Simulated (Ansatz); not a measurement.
# A series in volume scale on Bi2Se3

Free energy against uniform scaling of the volume at fixed shape and fractions; periodic cell, basis, potentials, k mesh and filling as listed. The results are calculated, by Ansatz 0.2.0.

The cell before it is scaled or strained (space group R-3m, No. 166):
```
CELL_PARAMETERS angstrom
2.07150 1.19600 9.54530
-2.07150 1.19600 9.54530
0.00000 -2.39200 9.54530
ATOMIC_POSITIONS crystal
Bi 0.40080 0.40080 0.40080
Bi 0.59920 0.59920 0.59920
Se 0.00000 0.00000 0.00000
Se 0.21170 0.21170 0.21170
Se 0.78830 0.78830 0.78830
```

Settings of every row: functional PBEsol; dispersion none; potentials PAW; wave cutoff 517.02 eV; density cutoff 2068.1 eV; k mesh 6x6x6; k shift 0x0x0; occupations fixed; smearing width 0 eV; spin none.

Limits: a layered crystal: even scaling strains the bonds within the layers, so this curve is stiffer than the crystal under pressure; coarse k mesh, up to 40 meV an atom off; no spin-orbit coupling, which can matter with elements this heavy.

```csv
row,volume scale,V (Å³/atom),pressure (GPa),energy above lowest point (meV/atom)
1,0.92,26.108,5.92,36.2
2,0.9467,26.866,3.52,14.1
3,0.9733,27.621,1.44,2.5
4,1,28.378,?,?
5,1.0267,29.136,-1.89,5.4
6,1.0533,29.891,-3.23,17.6
7,1.08,30.649,-4.38,35.6
```

Question: what pressure should row 4 give?

Worked fit of pressure. Take u = (V_r/V)^(2/3) − 1 with V_r = 28.378 Å³ an atom, which is twice the finite (Eulerian) strain; such expansions in the strain, on which the Birch-Murnaghan equation of state is built, carry the rest volume and the bulk modulus. The shown rows have u = 0.05716, 0.03718, 0.01819, -0.01742, -0.03404, -0.05003. Least squares give pressure = −0.348 + 94.03 × u + 271.6 × u² GPa; a straight line predicts inner rows, each left out in turn, worse (root mean square 0.29 against 0.016 GPa). The rows lie off it by 0.01, 0.00, -0.01, 0.01, 0.00, -0.01. The pressure vanishes at u = 0.0037, or V = 28.22 Å³ an atom, and there the bulk modulus at fixed shape and fractions is B = −V dP/dV = (2/3)(1 + u) dP/du = 64.2 GPa. Letting shape and atoms relax would as a rule lower it, by much in layered, chain or molecular crystals. The withheld row has u = 0, so the fit gives −0.348 + 94.03 × (0) + 271.6 × (0)² = -0.35 GPa.

The calculation gave -0.35 GPa. The fit meets it to the printed digit.

The other values of row 4: energy above lowest point 0 meV/atom.
